In boron phosphide each light boron atom sits between four heavy phosphorus atoms, and each phosphorus between four borons. A lattice wave can carry neighbouring atoms along together, which strains the bonds little, or drive them against each other, which strains them a lot. At long wavelength these are the acoustic and the optical motion. At short wavelength the two mix, so a stiffer acoustic wave should be paired with a softer optical one.

The table gives harmonic frequencies from a density-functional calculation in the local-density approximation. In the column "phonon q row", 1 stands for Γ, where every cell moves alike. The values 2 and 3 stand for L and X, two short waves at the zone boundary, running along a bond and along a cube edge. The three zeros at Γ are shifts of the whole crystal, set to zero by an imposed sum rule.

Harmonic phonons of cubic BP (F-43m, 2-atom cell relaxed with the same settings) from ABINIT 10.8.3: LDA, PseudoDojo NC SR LDA v0.4 stringent pseudopotentials, 925 eV cutoff, 4×4×4 k mesh with four shifts. Phonon q rows 1, 2 and 3 are (0,0,0), (½,0,0) and (½,½,0) in reciprocal-lattice units; at Γ the acoustic sum rule is imposed and LO–TO splitting is left out.

| row | phonon q row (row) | phonon frequency (cm⁻¹) |
| --- | --- | --- |
| 1 | 1 | 0.0 |
| 2 | 1 | 0.0 |
| 3 | 1 | 0.0 |
| 4 | 1 | 820.3 |
| 5 | 1 | 820.3 |
| 6 | 1 | 820.3 |
| 7 | 2 | 223.5 |
| 8 | 2 | 223.5 |
| 9 | 2 | 517.8 |
| 10 | 2 | 775.8 |
| 11 | 2 | 782.3 |
| 12 | 2 | 782.3 |
| 13 | 3 | 313.2 |
| 14 | 3 | 313.2 |
| 15 | 3 | 536.8 |
| 16 | 3 | 729.2 |
| 17 | 3 | 729.2 |
| 18 | 3 | 804.4 |

**(a) Suppose that only unlike atoms pull on each other. How should the acoustic and optical frequencies be linked, and which rows break the link?**

*Solution.* Hold one atom's unlike neighbours fixed and displace it. The restoring constant $K$ is then the same for B and P, and since only unlike atoms interact, it makes no difference how the other atoms of the same kind move. Changing the wave therefore changes only the coupling between the B and P motions. Such a coupling pushes the two squared frequencies apart or lets them approach, but it leaves their sum alone:

$$\omega_{\rm low}^2+\omega_{\rm up}^2=K\left(\frac{1}{m_{\rm B}}+\frac{1}{m_{\rm P}}\right)=\omega_\Gamma^2 .$$

Here $\omega_{\rm low}$ and $\omega_{\rm up}$ are the acoustic and optical frequencies of one polarisation, $m_{\rm B}$ and $m_{\rm P}$ are the atomic masses, and $\omega_\Gamma$ is the optical frequency at Γ, 820.3 cm⁻¹. By symmetry, the modes that occur singly at L and X are longitudinal, with atoms moving along the wave. Those that occur in equal pairs are transverse.

The transverse waves roughly obey the rule. Given their acoustic frequency, it puts the optical one 7 cm⁻¹ too high at L and 29 cm⁻¹ too high at X. The breaks are rows 10 and 18, the longitudinal optical modes, which lie 140 and 184 cm⁻¹ above the rule.

These breaks also widen the gap between acoustic and optical modes. At the three sampled waves, a gap separates the highest acoustic frequency, 536.8 cm⁻¹, from the lowest optical one, 729.2 cm⁻¹. The rule would put longitudinal optical modes at about 620 and 636 cm⁻¹, inside that gap. Such a gap would stop two acoustic waves from merging into an optical one, a process that resists heat flow, only if it were wider than the whole acoustic range. Here it is much narrower, so the process stays possible.

**(b) What kind of force lifts the longitudinal modes and leaves the transverse ones nearly alone? Use the break at L to predict row 18.**

*Solution.* Forces between unlike atoms, whatever their range, keep the sum in (a) the same for every wave. Within harmonic theory the excess must therefore come from forces between like atoms, P on P and B on B. Two P atoms need not touch for this. They share a B neighbour, and what one does to its bond with that B can change what it costs the other to move.

Picture the four bonds around one B atom. In the optical motion at Γ, some bonds lengthen while others shorten, and the changes add up to zero. In the longitudinal wave at X that moves P, the P planes on either side of the B atom move in opposite directions, so all four bonds lengthen at once and then all shorten. The surroundings of the atom breathe. The longitudinal wave that moves B does the same to the bonds around P. A plausible reason for an extra cost, untested here, is that bonding charge can shift from a stretched bond to a shortened one, but has nowhere to go when all four stretch.

Let this cost grow with the square of the summed bond stretches. For neighbours displaced by one unit at X, each bond stretches by $1/\sqrt3$, which makes $4/\sqrt3$ in all. At L the bond along the wave stretches by 1 and the other three by $1/3$ each, which makes 2. The squares are $16/3$ and 4, so the longitudinal excess at X should be $4/3$ of that at L. In the transverse waves the stretches cancel, and no excess arises.

The strength of the breathing term is set by the longitudinal pair at L alone, so row 10 is matched by construction. The excess there is

$$517.8^2+775.8^2-820.3^2\approx 197\,100\ \text{cm}^{-2}.$$

Row 18 was not used and is a prediction, with the acoustic partner at X taken from the table:

$$\omega_{\rm up}=\sqrt{820.3^2+\tfrac43\times197\,100-536.8^2}\approx 805\ \text{cm}^{-1}.$$

The calculation gives 804.4 cm⁻¹, whereas the simple rule gave about 620.

Ordinary springs stretched directly between nearest like atoms do worse. Set to the same break at L, they predict 763 cm⁻¹ for row 18. They also stiffen the transverse waves, and put the transverse optical mode at X at 821 cm⁻¹ instead of 729.2. The numbers thus favour a force passed on through the shared atom. They do not single out breathing, because the bond-angle term of the Keating model has the same geometry and gives the same pair sums.

**(c) What does the break look like atom by atom at X, and how far can the model be trusted?**

*Solution.* At X, symmetry lets each single mode move only one kind of atom. The heavier P should be the one moving in the lower mode, an assignment that rests on the masses. If both atoms felt the same restoring constant, the two frequencies would differ by the square root of the mass ratio, a factor of 1.69. The computed factor is 1.50, so the masses alone would set the two modes too far apart.

The restoring constants show why. Relative to the optical motion at Γ, that of P is 1.66 times as large and that of B 1.30 times. Both atoms are held more stiffly, and P gains more. In the breathing picture, moving P atoms stretch the bonds around B, so breathing around B costs roughly twice as much as breathing around P.

An electric field is another possible source of longitudinal stiffness. B and P carry opposite effective charges, and a long longitudinal optical wave sets up a field that pulls the atoms back. The threefold optical frequency at Γ leaves this field out. With the charges and the dielectric constant from the same calculation, the field would lift the longitudinal mode there by only about 7 cm⁻¹.

In squared frequency, that is 6% of the longitudinal excess at L. A field of this size at short wavelength would therefore be a small correction, not the cause of the break. Taking it off both excesses changes their ratio from 1.33 to 1.35. The match of row 18 to better than 1 cm⁻¹ is thus closer than the model deserves.

The model fails more visibly for the transverse waves. Breathing leaves them on the simple rule, yet the computed optical mode at X lies 29 cm⁻¹ lower, about 4% of its frequency. Some further like-atom force must soften these waves, perhaps one that resists changes of bond angle in another way than Keating's term. The printed output after this text sets the simple rule, the breathing model and the direct springs side by side for each row.

Silicon offers a comparison with the mass difference removed. Its two atoms are equal, so the two longitudinal modes at X coincide by symmetry, and the simple rule puts them at $1/\sqrt2$, about 0.7, of the optical frequency at Γ. The measured value, roughly recalled, is nearer 0.8. The longitudinal excess there has the same sign as in boron phosphide, so it needs neither unequal masses nor charged atoms.

Printed output of the fit:

```
Upper partner predicted from the lower one in 1/cm (lower rows are inputs):
  row  computed  simple rule  computed minus rule  with breathing  computed minus breathing  like-atom springs  computed minus springs
    1         0            0                    0               0                         0                  0                       0
    2         0            0                    0               0                         0                  0                       0
    3         0            0                    0               0                         0                  0                       0
    4     820.3        820.3                    0           820.3                         0              820.3                       0
    5     820.3        820.3                    0           820.3                         0              820.3                       0
    6     820.3        820.3                    0           820.3                         0              820.3                       0
    7     223.5        223.5                    0           223.5                         0              223.5                       0
    8     223.5        223.5                    0           223.5                         0              223.5                       0
    9     517.8        517.8                    0           517.8                         0              517.8                       0
   10     775.8        636.2                139.6           775.8                         0              775.8                       0
   11     782.3        789.3               -6.965           789.3                    -6.965              819.9                  -37.59
   12     782.3        789.3               -6.965           789.3                    -6.965              819.9                  -37.59
   13     313.2        313.2                    0           313.2                         0              313.2                       0
   14     313.2        313.2                    0           313.2                         0              313.2                       0
   15     536.8        536.8                    0           536.8                         0              536.8                       0
   16     729.2        758.2               -28.95           758.2                    -28.95              820.6                  -91.37
   17     729.2        758.2               -28.95           758.2                    -28.95              820.6                  -91.37
   18     804.4        620.3                184.1           804.7                   -0.2894              762.8                   41.62
Excess of the squared pair total over the Γ value, L longitudinal, percent: 29.29
Excess of the squared pair total over the Γ value, L transverse, percent: -1.627
Excess of the squared pair total over the Γ value, X longitudinal, percent: 38.98
Excess of the squared pair total over the Γ value, X transverse, percent: -6.4
Longitudinal excess at X divided by that at L, computed: 1.331
The same ratio from the geometry of four bonds stretching together: 1.333
Longitudinal optical frequency at Γ with the electric field added, 1/cm: 827.6
Rise of that mode by the field, 1/cm: 7.269
Field term as a share of the longitudinal excess at L, percent: 6.077
Ratio of the excesses X to L after the field term is taken off both: 1.352
Restoring constant of P in the lower single X mode relative to the Γ optical one: 1.655
Restoring constant of B in the upper single X mode relative to the Γ optical one: 1.297
Frequency ratio of the two single X modes: 1.499
Frequency ratio expected from the masses alone: 1.693
```
